**Question:** I am comparing two calculations of simple cubic yttrium, one with LDA and one with m-r2SCAN. The energies look almost alike, but the pressures don't.

Simple cubic Y, scaled uniformly from each functional's relaxed cell (Ansatz 0.2.0, scalar-relativistic plane-wave PAW, Fermi-Dirac smearing). m-r2SCAN: 34.99 Å³/atom at scale 1, 16×16×16 k mesh, 500 eV cutoff, 0.05 eV smearing, ferromagnetic start; LDA: 30.99 Å³/atom, 11×11×11, 420 eV, 0.1 eV, no spin polarisation. Energies are at zero smearing, pressures at the smearing given.

| volume scale | energy change, m-r2SCAN (meV/atom) | pressure, m-r2SCAN (GPa) | largest site moment, m-r2SCAN (μB) | energy change, LDA (meV/atom) | pressure, LDA (GPa) |
| --- | --- | --- | --- | --- | --- |
| 0.88 | 48.7 | 3.97 | 0.39 | 47.1 | 4.84 |
| 0.92 | 20.9 | 2.44 | 0.43 | 18.6 | 2.90 |
| 0.96 | 5.3 | 1.17 | 0.47 | 3.6 | 1.29 |
| 1 | 0.0 | 0.03 | 0.50 | 0.0 | -0.05 |
| 1.04 | 4.3 | -0.99 | 0.51 | 6.0 | -1.19 |
| 1.08 | 17.1 | -1.86 | 0.51 | 20.2 | -2.17 |
| 1.12 | 36.9 | -2.60 | 0.51 | 41.4 | -2.99 |

1. Does scale 1 mean the same volume in both?
2. Why do the pressures differ if the energies nearly agree?
3. Is yttrium simply stiffer in LDA?
4. Could I turn one pressure curve into the other by adding a constant?
5. What does compression do to the magnetic moment, and what if LDA had been run with spin?
6. Which digits can I trust?

**Answer:**

**1. Same scale, different volume.** Each scale counts from that functional's own relaxed cell, and the LDA cell is 11% smaller. Even stretched to scale 1.12, LDA only reaches 34.7 Å³ per atom, just short of the relaxed m-r2SCAN cell. LDA is known to bind solids too tightly, which fits this order. The spin treatment may contribute too, since magnetism often expands a metal and only the m-r2SCAN run allowed it.

**2. The same energy over a shorter path.** Think of two springs of different length that store the same energy at the same percentage stretch. The shorter one pulls harder, because it gathers that energy over a shorter distance. The two solids behave much like this: counted from scale 1, their free energies, which include the electronic entropy due to smearing, stay within 2 meV per atom of each other at every scale. That is a finding for this pair, not a rule, so check it before using the picture for other functionals or elements.

Pressure is the slope of the free energy $F$ with volume. With $V=sV_0$, where $s$ is the scale and $V_0$ the relaxed volume,

$$p=-\frac{1}{V_0}\frac{dF}{ds}.$$

If $F(s)$ were the same for both, LDA pressures would be those of m-r2SCAN times the inverse ratio of the cell volumes. At scale 0.88 this gives $3.97\times 34.99/30.99=4.48$ GPa, where LDA itself gives 4.84 GPa.

This estimate has no adjustable constant and was applied to all seven rows, as the output below shows. From scale 0.96 upwards it comes within 0.1 GPa of the LDA pressure. Under stronger compression it falls short, because there the LDA free energy climbs more steeply and the two curves are no longer the same.

**3. Stiffer at rest, softer at equal volume.** At their own relaxed cells, the bulk moduli are about 31 GPa in LDA and 27 GPa in m-r2SCAN. At a common volume of about 32.2 Å³ per atom the order reverses, to about 28 and 32 GPa.

Two limits make this plausible. Atoms pulled far apart no longer resist further stretching, whereas strongly squeezed atoms resist more and more as their electron shells overlap. A solid therefore usually softens as it expands, unlike an ideal spring. At the common volume the LDA solid is already stretched by 4%, while the m-r2SCAN solid is squeezed by 8%. Before comparing stiffness between functionals, decide whether the comparison is to be made at rest or at a fixed volume.

**4. A constant is not enough.** Where the two volume ranges overlap, m-r2SCAN has the higher pressure at equal volume, but the gap shrinks from 3.8 GPa at 31.0 Å³ to 3.2 GPa at 34.7 Å³. This follows from the previous answer: the solid that is stiffer at equal volume loses pressure faster as both expand. Rescaling by cell volume, as in answer 2, describes the difference better than a vertical shift.

**5. Compression weakens the moment.** The tabulated moment counts only the region close to the atom. For the whole cell, m-r2SCAN loses 20% of its moment between scale 1 and 0.88, but gains only 2% on expansion to 1.12.

The limits again show the direction. An isolated yttrium atom has an unpaired d electron, whereas in a strongly squeezed metal the d orbitals overlap and form wide bands. Aligning spins then means lifting electrons to much higher levels, which costs more than exchange gives back. This is the usual Stoner argument; the table shows the loss of moment but does not test its cause.

LDA has no moment because its run did not allow one. With spin switched on, a moment might appear and enlarge the cell, but only that run could tell. The m-r2SCAN moment itself needs caution: r2SCAN, the functional it is built on, tends to exaggerate magnetism in metals, and real yttrium, which is hexagonal, is not ferromagnetic.

**6. Trust the large differences, not the last few meV.** The LDA energy looks lopsided, with 3.6 meV at scale 0.96 against 6.0 meV at 1.04. In the free energy the two sides are nearly equal, at 4.7 and 5.0 meV. The tabulated energies are extrapolated to zero smearing, and in the LDA run that correction grows as the cell expands, so it tilts the curve.

The tilt is enough to change a ranking. At scale 0.88 LDA has the smaller energy change in the table, but the larger free energy change. Gaps of one or two meV between the functionals therefore deserve no physical explanation, all the more because the runs also differ in k mesh and cutoff. Taken to zero smearing at the same volumes, the LDA pressures would also drop by 0.1 to 0.2 GPa, so the close match in answer 2 should not be read more finely than that. The 11% difference in volume is far larger than this smearing effect, but it belongs to the two complete set-ups, spin treatment included, and not to the functionals alone. Both runs also use PAW datasets made for another functional, PBE, which adds an error of unknown size to the volumes and pressures.

Printed output of the fit:

```
Volume (A^3/atom), free energy change (meV/atom), LDA pressure estimate (GPa):
   row  V m-r2SCAN  V LDA  F m-r2SCAN  F LDA  estimated p LDA  estimate less computed
  0.88       30.79  27.27       48.64  50.38            4.482                 -0.3576
  0.92       32.19  28.51        20.8  20.69            2.755                 -0.1451
  0.96       33.59  29.75        5.17   4.66            1.321                 0.03102
   1.0       34.99  30.99           0      0          0.03387                 0.08387
  1.04       36.39  32.23         4.3   4.95           -1.118                 0.07222
  1.08       37.79  33.47       16.86  18.04             -2.1                 0.06992
  1.12       39.19  34.71       36.45  38.06           -2.936                 0.05441
LDA cell volume below m-r2SCAN (%): 11.43
LDA cell edge below m-r2SCAN (%): 3.966
volume ratio m-r2SCAN to LDA: 1.129
rms miss of the estimate with the volume ratio (GPa): 0.1558
rms miss if pressures were equal at equal scale (GPa): 0.4272
bulk modulus at scale 1, LDA (GPa): 31
bulk modulus at scale 1, m-r2SCAN (GPa): 27
bulk modulus near 32.2 A^3, LDA at 1.04 (GPa): 27.56
bulk modulus near 32.2 A^3, m-r2SCAN at 0.92 (GPa): 32.2
bulk modulus near 33.5 A^3, LDA at 1.08 (GPa): 24.3
bulk modulus near 33.5 A^3, m-r2SCAN at 0.96 (GPa): 28.92
pressure m-r2SCAN less LDA at 30.99 A^3 (GPa): 3.803
pressure m-r2SCAN less LDA at 34.71 A^3 (GPa): 3.249
largest gap between the two free energy curves (meV/atom): 1.74
LDA energy at 1.04 less that at 0.96, zero smearing (meV/atom): 2.4
LDA free energy at 1.04 less that at 0.96 (meV/atom): 0.29
m-r2SCAN cell moment, change from scale 1 to 0.88 (%): -20.33
m-r2SCAN cell moment, change from scale 1 to 1.12 (%): 1.941
```
